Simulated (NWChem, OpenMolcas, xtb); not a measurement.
How methods differ on Si2H6 (disilane)

Si2H6 has 8 atoms, charge 0, and is taken as a singlet. As SMILES, `[SiH3][SiH3]`. The coordinates come from a PBE0-D4/def2-TZVP relaxation.

```xyz
8

Si   -0.3405    0.4902   -1.0049
Si    0.3635   -0.5044    0.9910
H     0.8339    0.9482   -1.7949
H    -1.1129   -0.4839   -1.8219
H    -1.2080    1.6641   -0.7179
H     1.1390    0.4686    1.8063
H     1.2281   -1.6805    0.7040
H    -0.8110   -0.9592    1.7826
```

Each level gives the vertical energy of the triplet above the singlet (eV). The values are calculated.

| level | kind | program | value (eV) | CPU time (all runs) |
| --- | --- | --- | --- | --- |
| GFN1-xTB | semi-empirical | xtb | 4.46 | under 2 s |
| HF/aug-cc-pVDZ | Hartree–Fock | OpenMolcas | 7.17 | 30 s |
| SVWN5/aug-cc-pVDZ | LDA | OpenMolcas | 6.48 | 4.3 min |
| revPBE/aug-cc-pVDZ | GGA | OpenMolcas | 6.31 | 3.1 min |
| r2SCAN/aug-cc-pVDZ | meta-GGA | NWChem | 6.41 | 6.5 min |
| B3LYP/aug-cc-pVDZ | global hybrid | OpenMolcas | 6.62 | 4.1 min |
| CAM-B3LYP/aug-cc-pVDZ | range-separated hybrid | NWChem | 7.28 | 7.3 min |
| wB97X/aug-cc-pVDZ | range-separated hybrid | NWChem | 7.57 | 8 min |
| B2PLYP/aug-cc-pVDZ | double hybrid | NWChem | 7.21 | 3.9 min |

The values span 4.46 to 7.57 eV. The xTB rows lack spin polarisation, so open shells miss the exchange term that lowers them. Times are those of the runs behind each value, whatever else they computed, on shared processors of several kinds: orders of magnitude only.

Every level places the triplet well above the singlet at this geometry, as expected for a saturated molecule with no low-lying π* orbital. The excitation probably removes an electron from the Si–Si σ bonding orbital and puts it in an antibonding or diffuse orbital, so it costs much of the σ bond without the nuclei having moved. Disilane's σ electrons are nonetheless easier to excite than ethane's, because the Si–Si bond is longer and weaker.

Among the density functionals, the semilocal ones give the smallest gaps, B3LYP a slightly larger one and the range-separated hybrids the largest. Exact exchange alone does not set the order, since Hartree–Fock, at 7.17 eV, falls below both range-separated hybrids, probably because it omits the correlation energy that favours the more fully paired singlet. GFN1-xTB is lowest even though its missing exchange stabilisation should raise the triplet, which suggests a larger, opposite error in its orbital energies. The vertical gap is not the Si–Si dissociation energy, as the triplet could relax by stretching that bond towards two silyl radicals.
